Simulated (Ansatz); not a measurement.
# Gate voltage and capacitance of a singly gated F-GaN-H chair monolayer against carrier density, from PBE-D3(BJ)

A gate 4 Å from a layer should charge it like a plate capacitor with a 4 Å vacuum gap, yet F-GaN-H departs from that value in opposite directions for electrons and for holes. The difference matters for field-effect devices, where the voltage needed for a given carrier density depends on where the carriers sit and how readily the bands take them up. We calculate the gate voltage, relative to that of the neutral layer, for carrier densities of either sign, and compare the differential capacitance with the 2.21 μF/cm² of the vacuum gap. The atoms are held at their neutral positions, so the results describe the electronic response alone.

## Calculations

Ansatz 0.2.0, plane-wave Kohn-Sham DFT with its default PAW datasets, PBE-D3(BJ), Coulomb interaction cut off along the normal. The layer is relaxed neutral (cell and atoms), then held. One charged sheet stands 4 Å outside the outermost atoms of the upper face, behind a model barrier of 10 eV placed 1.5 Å nearer; the layer holds the opposite charge. Mesh 54×54×1, Fermi-Dirac smearing of 0.026 eV, spin-paired, no spin-orbit coupling. The voltage is read from the planar potential behind the sheet against the layer's Fermi level.

Notes on method and selection:

- A vacuum gap of 4 Å alone has a capacitance of 2.21 μF/cm².
- The capacitance is the series of the electrostatic and the quantum capacitance; at few carriers the latter depends on mesh and smearing.
- The neutral layer's Kohn-Sham gap along the symmetry path is 2.34 eV, with the valence top at Γ and the conduction bottom at Γ.
- In a layer with a gap the smearing places the neutral Fermi level somewhere in the gap, so the zero of voltage is arbitrary and only the window between the branches counts.
- Densities at which electrons spill towards the barrier, and series whose voltage is not monotonic, are not listed.
- Runs in which the search for lower states was switched off are not listed.
- Work functions and vacuum levels are read from the electrostatic potential (Hartree and local ionic parts), which a warning of a rough exchange-correlation potential in thin density does not concern.
- The default PAW datasets of this version of Ansatz are the set soft_2.
- Runs that did not converge, have known faults or may not be shown are not listed, and runs on Ansatz's PAW sets soft_1 and soft_2 are kept to separate tables.

Columns:

- carrier density (10¹³ cm⁻²): electrons added per area, negative for holes.
- back work function (eV): work function of the face away from the gate.
- gate voltage (V): gate voltage less that of the neutral layer.
- capacitance (μF/cm²): differential capacitance e·Δn/ΔV from the previous row to this one.
- equivalent distance (Å): vacuum distance with that capacitance, ε₀/C.

## Table of results

| member | branch | carrier density (10¹³ cm⁻²) | back work function (eV) | gate voltage (V) | capacitance (μF/cm²) | equivalent distance (Å) |
| --- | --- | --- | --- | --- | --- | --- |
| −6 | holes | −6 | 3.642 | −5.253 | – | – |
| −2 | holes | −2 | 3.655 | −2.520 | 2.34 | 3.78 |
| +1 | electrons | 1 | 1.491 | 1.959 | – | – |
| +2 | electrons | 2 | 1.559 | 2.815 | 1.87 | 4.73 |
| +4 | electrons | 4 | 1.675 | 4.509 | 1.89 | 4.68 |
| +7 | electrons | 7 | 1.815 | 7.009 | 1.92 | 4.61 |
| +11 | electrons | 11 | ? | ? | ? | ? |

Cells marked ? are withheld until the estimate has been made.

Least-squares fits to the members shown, with x = carrier density (10¹³ cm⁻²); R² and errors in the fitted variable (y, or ln y where the fit is in ln y):

| y | branch | members | fit | R² | rms residual | leave-one-out rms | the same for the mean of the others |
| --- | --- | --- | --- | --- | --- | --- | --- |
| gate voltage (V) | electrons | 4 | y = 1.129 + 0.8412 x | 1.00 | 0.010 | 0.030 | 2.6 |

## Interpretation

On the electron branch the voltage rises almost linearly, from 1.959 V at +1 to 7.009 V at +7 (densities in $10^{13}$ cm⁻²). The slope falls slightly, from 2.815 − 1.959 = 0.856 V per $10^{13}$ cm⁻² in the first step to (7.009 − 4.509) / 3 = 0.833 in the last. The capacitance accordingly grows from 1.87 to 1.92 μF/cm², which is 85 to 87 % of the vacuum-gap value. The single hole step gives 2.34 μF/cm², or 2.34 / 2.21 = 1.06 times that value.

The position of the induced charge explains much of this. The gate voltage $V$ and the back work function $W$ together measure the potential step between the gate and the vacuum behind the layer, so the charge added in a step is centred at a distance $d = \varepsilon_0\,\Delta(V + W/e)/(e\,\Delta n)$ from the gate. The 4 Å gap alone costs 1.602 / 2.21 = 0.725 V per $10^{13}$ cm⁻². From +1 to +2 we find 4 × (0.856 + 0.068) / 0.725 = 5.1 Å, and from +4 to +7 we find 4 × (2.500 + 0.140) / 3 / 0.725 = 4.9 Å. On the electron branch the induced charge, which includes the polarisation of the filled bands, is thus centred inside the outermost atoms, and its centre moves towards the gate as the field grows. For holes the same formula gives 3.8 Å, slightly outside those atoms, where the electron cloud still responds.

Band filling also costs voltage. A light conduction band at Γ has few states per energy and would lower the electron capacitance further, but its mass is not shown in the table.

Between −2 and +1 the voltage changes by 1.959 + 2.520 = 4.479 V. If the branch slopes hold down to neutrality, removing the charging cost leaves 4.479 − 2 × 0.683 − 0.856 = 2.26 V, close to the neutral Kohn-Sham gap of 2.34 eV. The jump that remains between the branches is therefore mainly the gap.

Relaxation under the gate should raise the capacitance, more so for electrons, whose forces on the held atoms are larger.

## Blind estimate

Plain estimates from the members shown:

- +11 (electrons), fit at x = 11: 10.382 V (an extrapolation)

The straight-line fit gives 10.382 V at +11, but it ignores the steady fall of the slope. Its mean slope of 0.8412 V per $10^{13}$ cm⁻² already exceeds the 0.8333 of the last step. We therefore extrapolate the slope itself, assigning each step's slope to the middle of its density interval.

Between the midpoints 3 and (4 + 7) / 2 = 5.5 the slope changes by (0.8333 − 0.8470) / 2.5 = −0.0055 per unit of density. The step from +7 to +11 has its midpoint at 9, further on by 9 − 5.5 = 3.5, so its slope should be 0.8333 − 3.5 × 0.0055 = 0.814. The voltage is then 7.009 + 4 × 0.814 = 10.27 V. A continued drift of the induced charge towards the gate would support a shift of this sign from the straight line.

Applied to +7 from the three lower densities, the route gives a slope of 0.847 − 2.5 × 0.006 = 0.832 and a voltage of 4.509 + 3 × 0.832 = 7.005 V, against the calculated 7.009 V. The error of such a quadratic continuation scales with the product of the distances to the three points used, which turns the miss of 0.004 V into 0.004 × (9 × 7 × 4) / (6 × 5 × 3) = 0.011 V at +11. One trial fixes a standard deviation only to within a factor of two or three, and a further band minimum could begin to fill, so we take 0.03 V.

**Committed estimate, +11 (electrons): gate voltage = 10.27 ± 0.03 V.**

## The answer

| member | branch | carrier density (10¹³ cm⁻²) | back work function (eV) | gate voltage (V) | capacitance (μF/cm²) | equivalent distance (Å) |
| --- | --- | --- | --- | --- | --- | --- |
| +11 | electrons | 11 | 1.959 | 10.265 | 1.97 | 4.50 |

| member | estimate | gate voltage (V) | computed | estimate − computed | miss in error bars |
| --- | --- | --- | --- | --- | --- |
| +11 (electrons) | committed | 10.270 | 10.265 | +0.005 | 0.2 |
| +11 (electrons) | fit | 10.382 | 10.265 | +0.117 |  |

The estimate of 10.27 ± 0.03 V lies 0.005 V above the computed 10.265 V, well inside its error bar. The straight-line fit came out 0.117 V too high because it missed the falling slope. The last step has a slope of (10.265 − 7.009) / 4 = 0.814 V per $10^{13}$ cm⁻², as extrapolated, and the further band minimum allowed for in the error bar left no visible mark on the voltage.

The drift towards the gate also continued. The charge induced between +7 and +11 is centred 4 × (3.256 + 0.144) / 4 / 0.725 = 4.7 Å from the gate, against 4.9 Å in the step before. As before, this distance describes the whole induced charge and not the added electrons alone.

Our remark on band filling was incomplete: filling does cost voltage, but another effect outweighs it. Filling alone would reduce the back work function, yet it rises from 1.491 eV at +1 to 1.959 eV at +11. The gate field therefore lowers the conduction band, relative to the vacuum behind the layer, by more than filling raises the Fermi level.

## Members off the line

Least-squares fits to the whole series, with x = carrier density (10¹³ cm⁻²); R² and errors in the fitted variable (y, or ln y where the fit is in ln y):

| y | branch | members | fit | R² | rms residual | leave-one-out rms | the same for the mean of the others |
| --- | --- | --- | --- | --- | --- | --- | --- |
| gate voltage (V) | electrons | 5 | y = 1.159 + 0.8306 x | 1.00 | 0.028 | 0.064 | 3.8 |
| capacitance (μF/cm²) | electrons | 4 | y = 1.846 + 0.01109 x | 1.00 | 0.0023 | 0.0060 | 0.050 |

Largest departures from the fit to the whole series:

| member | branch | gate voltage (V) | fit | computed − fit | in rms residuals |
| --- | --- | --- | --- | --- | --- |
| +7 | electrons | 7.009 | 6.973 | +0.036 | 1.3 |
| +1 | electrons | 1.959 | 1.990 | −0.031 | 1.1 |
| +11 | electrons | 10.265 | 10.296 | −0.031 | 1.1 |
| +4 | electrons | 4.509 | 4.481 | +0.028 | 1.0 |

No density stands out from the straight line through the electron branch: the largest departure is +0.036 V at +7, or 1.3 rms residuals. The signs form a pattern, with +1 and +11 each 0.031 V below the line and +4 and +7 above it, which is what a straight line leaves when the slope falls steadily. The departures thus reflect the slowly growing capacitance and not a fault in any one run.

## Summary

From +1 to +11 the electron capacitance grows from 1.87 to 1.97 μF/cm², or 85 to 89 % of the vacuum-gap value; the one hole step lies 6 % above that value. On the electron branch one additional volt brings in about 1 / 0.8306 = 1.2 electrons per cm², in units of $10^{13}$. The straight line predicts an omitted density with a typical error of 0.064 V, and following the change of slope did better at +11.

Two omitted effects would change the voltages of a real layer. Relaxation of the atoms under the gate would lower the voltage at high electron density and so raise the capacitance. PBE also makes the gap too small, so the voltage window between the hole and electron branches should be wider than computed here.
